## Question

A few per cent of strain can move the gap of a semiconducting sheet by tenths of an electronvolt, while the elastic energy stored is only tens of millielectronvolts per atom. The table shows both for a single layer of PtSe₂, computed with the r2SCAN functional. Positive strain stretches both directions in the plane equally, negative strain squeezes them. All changes are counted from the unstrained sheet.

1T monolayer of PtSe₂ under equal in-plane strain, given per length; changes are counted from the unstrained sheet (a = 3.703 Å). Ansatz 0.2.0, plane-wave PAW, r2SCAN with spin–orbit coupling, 500 eV cutoff, 12×12×1 k mesh; atoms relaxed with r2SCAN at each strain. Gaps are the least over the mesh and added k points.

```tsv
strain (%)	band gap (eV)	band gap change (eV)	least direct gap change (eV)	energy rise per atom (meV)
-4	1.057	-0.358	-0.139	42.8
-3	1.186	-0.229	-0.083	23.7
-2	1.311	-0.104	-0.039	10.3
-1	?	?	?	?
1	?	?	?	?
2	1.468	0.053	-0.107	10.4
3	1.405	-0.010	-0.194	22.8
4	1.322	-0.093	-0.283	39.8
```

Predict the band gap, the change of the least direct gap and the energy rise per atom at strains of -1 and +1 %. Give each forecast an error bar, and explain why the gap calls for a different argument from the energy.

## Model answer

**What a gap responds to.** The gap is the distance from the highest filled level to the lowest empty one. A shift common to all levels cancels, so only the relative motion of the two edges counts. For small strains this motion is nearly proportional to the strain, at a rate called the deformation potential. The rate differs from one pair of levels to the next, because each level has its own bonding character and its own place in the band structure.

Chemistry suggests how each edge moves. The lowest empty levels of such a compound are expected to be antibonding between Pt and Se, and stretching weakens that overlap and lowers them. Squeezing pushes neighbouring Se atoms together, widens the bands made of their p orbitals and raises the top of the filled levels. Both edges should therefore fall on stretching and rise on squeezing, and the gap follows the difference of their rates. One pair of edges with steady rates would make the gap grow all the way across the table or shrink all the way. The table shows it shrinking at both ends, so the rates must change or other levels must become the edges. The bonding argument has not been tested here on the orbitals themselves.

**Why the curve bends downward.** Many pairs of filled and empty levels compete, and the gap is the smallest of their distances. If each distance follows a straight line in the strain, the gap follows whichever line is lowest. Such a curve can turn only downward, each time a new pair takes over.

The known rows fit this picture. The unstrained gap is 1.057 + 0.358 = 1.415 eV. The line through -3 and -2 %, continued to zero strain, would arrive at 1.56 eV, and the line through +3 and +2 % at 1.59 eV. Both overshoot, so neither outer line describes the centre, and a third pair of edges probably rules there.

**From the bend to a bracket.** A curve that bends only downward lies above the chord between two of its points and below a neighbouring chord continued outward. For the gap $E$ at +1 % this gives

$$E > \tfrac12(1.415+1.468) = 1.442\ \text{eV},$$

$$E < 1.415+\tfrac12(1.415-1.311) = 1.467\ \text{eV}.$$

The forecast is the middle of the bracket, 1.454 eV. The error bar is half the width of the bracket plus 0.007 eV, a judged allowance for single lines that are not quite straight. The same steps on the other side give 1.363 to 1.389 eV at -1 %.

**Forecasts for the gaps.** The band gap should be 1.376 ± 0.020 eV at -1 % and 1.454 ± 0.020 eV at +1 %, so it still rises through zero strain. If one pair of edges rules over this whole range, the two changes should be nearly equal and opposite.

The least direct gap compares filled and empty levels at the same point of the band structure, so it is the smallest of a different set of distances. The same reasoning gives changes of -0.007 ± 0.024 eV at -1 % and -0.037 ± 0.024 eV at +1 %, where the wider of the two brackets sets both error bars.

**Forecast for the energy.** The total energy collects the contributions of all filled levels. When another level becomes the band edge of a semiconductor, no electron changes its place, so the energy has no reason to kink. A smooth curve is therefore the right tool: a cubic through zero, fitted to the six known rows. It is dominated by a term of about 2.6 meV times the square of the strain in per cent, and it predicts 2.46 ± 0.10 meV at -1 % and 2.70 ± 0.10 meV at +1 %. The error bar is a judgement; it is about twice the typical miss when a known row is left out of the fit.

## The computed values

The withheld rows as computed:

```tsv
strain (%)	band gap (eV)	band gap change (eV)	least direct gap change (eV)	energy rise per atom (meV)
-1	1.376	-0.039	-0.008	2.5
1	1.446	0.031	-0.040	2.7
```

All six values lie inside their error bars. The band gap at -1 % agrees with the forecast to better than 0.001 eV, far closer than the method can promise. At +1 % the forecast is 0.008 eV too high. The direct gap agrees within a few thousandths of an electronvolt, and the energy within the rounding of the table.

The expectation of equal and opposite changes holds only roughly. The gap falls by 0.039 eV on squeezing by 1 % and rises by 0.031 eV on stretching by 1 %. The central piece of the curve is thus not one straight line; it seems to bend gently.

## Remarks on the reasoning

**Why the forecast at +1 % was too high.** With the new rows the gap can be followed step by step. From -1 % upward it rises by 0.039, then 0.031, then 1.468 - 1.446 = 0.022 eV, a slow and regular loss of slope. The next step, from +2 to +3 %, is a fall of 1.468 - 1.405 = 0.063 eV.

So abrupt a turn points to a new pair of edges, and the runs confirm it. Up to +2 % the highest filled level lies at Γ, the centre of the Brillouin zone; at +3 % it lies on the line from Γ to the corner K. The lowest empty level stays on the line from Γ to M, the middle of a zone edge, so the turn is the work of the filled levels. On the energy scale of the runs the level at Γ falls on stretching, as the bonding argument expects, but the level that replaces it rises from +3 to +4 %. The middle of the bracket had left room for a takeover before +2 %, which would have put the gap at +1 % well above the chord. Instead, the stretch from 0 to +2 % is one gently curved piece, and its midpoint lies just above the chord, near the lower end of the bracket.

On the squeezed side the bracket was used differently. The gap climbs by 1.376 - 1.311 = 0.065 eV from -2 to -1 %, a rate between those of the steep outer piece and the flatter centre. A takeover falls within this step, this time among the empty levels: the lowest of them lies on the line from Γ to K at -2 % and on the line from Γ to M at -1 %, while the highest filled level stays at Γ. This lifts the value at -1 % clear of the chord, towards the middle of the bracket. From -3 to -4 % the empty level on the line from Γ to K falls, against the bonding argument, while the filled level at Γ rises. The two edges close in on each other, which is why the outer piece is so steep.

**Would a parabola have done as well?** A parabola also bends downward, and a good student may try it first. Fitted to the gap changes of the six known rows, it comes out 0.010 eV too low at both new strains, which at +1 % is hardly worse than the bracket. Its weakness shows at +2 %, where it is 0.037 eV too low although that row was part of the fit. A parabola spreads its curvature evenly, whereas the computed gap gathers much of it in a sharp turn.

**What to carry over to a strained film.** A slope measured at large strain is a poor guide to small strain when the band edges change in between. Here the mean slope between -4 and -2 % is 0.127 eV per per cent, more than three times what the sheet shows around zero. The slope between +2 and +4 % even has the opposite sign. For small strains it is safer to use points on both sides of the working point and to let the bend of the curve set the error bar.

**How far the numbers reach.** The gaps include spin–orbit coupling: the 50 electrons of the cell fill 50 bands, one each, where a run without it would fill 25 bands with two each. A warning of a rough exchange-correlation potential where the density is thin concerns the row at +2 %, which anchors the brackets. Both band edges move evenly from 0 to +2 %, so its gap shows no sign of harm.

The gaps are the least over a finite set of k points. At -2 % the lowest empty level was caught only on the regular mesh, without an extra point close to the minimum. At -3 % such a point lowers the gap by 0.009 eV, so the gap at -2 % is probably too high by a similar amount. Functionals of this kind also tend to give gaps that are too small; the changes with strain are safer only as far as that error is the same at all strains. The printed output after this text holds the brackets, the two fits and the misses.

Output of the analysis:

```
implied gap without strain (eV): 1.415
mean slope of the gap from -4 to -2 % (eV per %): 0.127
mean slope of the gap from -2 to 0 % (eV per %): 0.052
mean slope of the gap from 0 to +2 % (eV per %): 0.0265
mean slope of the gap from +2 to +4 % (eV per %): -0.073
gap at 0 % if the line through -3 and -2 % went on (eV): 1.561
gap at 0 % if the line through +3 and +2 % went on (eV): 1.594
lower bound of the gap at -1 % (eV): 1.363
upper bound of the gap at -1 % (eV): 1.389
lower bound of the gap at +1 % (eV): 1.442
upper bound of the gap at +1 % (eV): 1.467
forecast of the gap at -1 % (eV): 1.376
forecast of the gap at +1 % (eV): 1.454
error bar of both gap forecasts (eV): 0.01975
gap at -1 %, forecast less computed (eV): -0.00025
gap at +1 %, forecast less computed (eV): 0.00825
forecast of the least direct gap change at -1 % (eV): -0.00725
forecast of the least direct gap change at +1 % (eV): -0.03675
error bar of both direct gap forecasts (eV): 0.02375
direct gap change at -1 %, forecast less computed (eV): 0.00075
direct gap change at +1 %, forecast less computed (eV): 0.00325
fit of band_gap_change on 6 rows: coefficient of strain 0.03502 +/- 0.003, coefficient of strain**2 -0.01356 +/- 0.00086; rms 0.0187, worst 2 -0.0372, leave-one-out rms 0.0267
  rows outside the fit (model, value, miss): -1 -0.04857, -0.039, -0.00957; 1 0.02146, 0.031, -0.00954
fit of energy_rise_per_atom on 6 rows: coefficient of strain 0.1509 +/- 0.01, coefficient of strain**2 2.582 +/- 0.001, coefficient of strain**3 -0.03293 +/- 0.00079; rms 0.0192, worst 2 -0.0337, leave-one-out rms 0.0525
  rows outside the fit (model, value, miss): -1 2.464, 2.5, -0.0359; 1 2.7, 2.7, -6.41e-05
```
